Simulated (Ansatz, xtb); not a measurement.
Ligand exchange: CH3K + SiH2(CH3)(NH2) → KNH2 + SiH2(CH3)2

Species: CH3K `[CH3][K]`, singlet; SiH2(CH3)(NH2), singlet; KNH2 `[NH2][K]`, singlet; SiH2(CH3)2 (dimethylsilane), singlet. The partners trade CH3 for NH2: K–CH3 and Si–NH2 bonds give way to K–NH2 and Si–CH3.

Shapes, held fixed at every level: PBE0-D4/def2-TZVP. Flexible molecules stand in one conformer, not always the lowest. Programs: Ansatz 0.2.0, xtb 6.7.1. The zero-point and thermal change to 298 K, harmonic and unscaled (PBE0-D4/def2-TZVP), is +1.4 kJ/mol.

```json
{"level": "GFN1-xTB", "kind": "semi-empirical", "ΔH(298 K) (kJ/mol)": "+81.8", "less CCSD(T)/def2-TZVPP": "+103.0"}
{"level": "HF/def2-TZVPP", "kind": "Hartree–Fock", "ΔH(298 K) (kJ/mol)": "-18.1", "less CCSD(T)/def2-TZVPP": "+3.1"}
{"level": "wB97M-V/def2-TZVPP", "kind": "range-separated hybrid", "ΔH(298 K) (kJ/mol)": "-21.2", "less CCSD(T)/def2-TZVPP": "0.0"}
{"level": "wB97X-V/def2-TZVPP", "kind": "range-separated hybrid", "ΔH(298 K) (kJ/mol)": "-27.9", "less CCSD(T)/def2-TZVPP": "-6.7"}
{"level": "B2PLYP/def2-TZVPP", "kind": "double hybrid", "ΔH(298 K) (kJ/mol)": "-20.1", "less CCSD(T)/def2-TZVPP": "+1.1"}
{"level": "MP2/def2-SVP", "kind": "perturbation theory", "ΔH(298 K) (kJ/mol)": "-20.4", "less CCSD(T)/def2-TZVPP": "+0.8"}
{"level": "CCSD/def2-SVP", "kind": "coupled cluster or CI", "ΔH(298 K) (kJ/mol)": "-18.5", "less CCSD(T)/def2-TZVPP": "+2.7"}
{"level": "CCSD(T)/def2-TZVPP", "kind": "coupled cluster or CI", "ΔH(298 K) (kJ/mol)": "-21.2", "less CCSD(T)/def2-TZVPP": "0.0"}
```

The highest level, CCSD(T)/def2-TZVPP, gives ΔH(298 K) = -21.2 kJ/mol; the levels span -27.9 to +81.8. They disagree on the sign: 1 of 8 are positive. GFN1-xTB strays far from the other rows. The column of differences is taken from that level and isn't an error. No measured value is set beside it here. Correlated rows may include outer-core shells of K, which these sets cover unevenly.

Transfer of the amide group from silicon to potassium is modestly exothermic at every level except GFN1-xTB. Potassium binds both groups largely ionically, and nitrogen, being more electronegative than carbon, carries the negative charge better, just as ammonia is a stronger acid than methane. This favours KNH2 over CH3K. The gain is partly offset by the loss of the strong, polar Si–N bond, which is also stabilised by delocalisation of the nitrogen lone pair into antibonding orbitals on silicon, so the net enthalpy is small. The thermal term of +1.4 kJ/mol is too small to set the sign, which is therefore electronic in origin.

Hartree–Fock already lies within 3.1 kJ/mol of CCSD(T), which suggests that correlation contributions largely cancel when the bonds are exchanged rather than broken outright. The positive GFN1-xTB value probably reflects a poor balance between the strongly polar K–C and K–N bonds in its parametrisation. The result for isolated molecules does not carry over directly to organopotassium reagents in solution or the solid, where aggregation can shift the balance.
